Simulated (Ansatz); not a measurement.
**Ligand exchange: C4H10 + Al(SH)3 → C4H10S + AlH(SH)2**

Species: C4H10 (isobutane) `CC(C)C`, singlet; Al(SH)3, singlet; C4H10S (2-methyl-2-propanethiol) `CC(C)(C)S`, singlet; AlH(SH)2, singlet. The partners trade H for SH: C–H and Al–SH bonds give way to C–SH and Al–H.

Shapes, held fixed at every level: PBE0-D4/def2-TZVP. Flexible molecules stand in one conformer, not always the lowest. Programs: Ansatz 0.2.0. The zero-point and thermal change to 298 K, harmonic and unscaled (PBE0-D4/def2-TZVP), is -10.4 kJ/mol.

| level | kind | ΔH(298 K) (kJ/mol) | less CCSD(T)/CBS estimate |
| --- | --- | --- | --- |
| HF/def2-TZVPP | Hartree–Fock | +150.7 | +12.7 |
| PBE-D4/def2-TZVPP | GGA | +137.7 | -0.3 |
| BHLYP-D4/def2-TZVPP | global hybrid | +144.7 | +6.7 |
| B2PLYP/def2-TZVPP | double hybrid | +142.6 | +4.6 |
| MP2/def2-SVP | perturbation theory | +131.6 | -6.4 |
| CCSD(T)/def2-SVP | coupled cluster or CI | +130.2 | -7.8 |
| CCSD/def2-SVP | coupled cluster or CI | +133.7 | -4.3 |
| CCSD(T)/CBS estimate | coupled cluster or CI | +138.0 | 0.0 |

The highest level, CCSD(T)/CBS estimate, gives ΔH(298 K) = +138.0 kJ/mol; the levels span +130.2 to +150.7. The column of differences is taken from that level and isn't an error. No measured value is set beside it here. The CBS estimate extrapolates MP2 from def2-TZVPP and def2-QZVPP and adds CCSD(T) − MP2 in the triple-zeta set, cores frozen.

Exchange is strongly endothermic at every level, so the enthalpy favours sulfur on aluminium and hydrogen on carbon. The preference follows from bond polarity: aluminium is much more electropositive than carbon, and its bond to sulfur gains substantial ionic character, probably helped by some donation from a sulfur lone pair into the formally empty aluminium 3p orbital. Hydride has no lone pair to offer in return, while the C–S bond formed is nearly nonpolar and replaces a strong C–H bond. The negative vibrational correction fits the loss of a stiff C–H oscillator in favour of a softer Al–H one, but it offsets only a small part of the electronic cost.

Hartree–Fock exaggerates the endothermicity, whereas CCSD(T) in the small basis gives +130.2 kJ/mol, below the extrapolated value, so high-level correlation doesn't compensate for an incomplete basis. PBE's close agreement may reflect cancelling errors and doesn't establish general accuracy for such exchanges. The result applies to isolated monomers; sulfur-bridged association in a condensed phase could shift the balance.
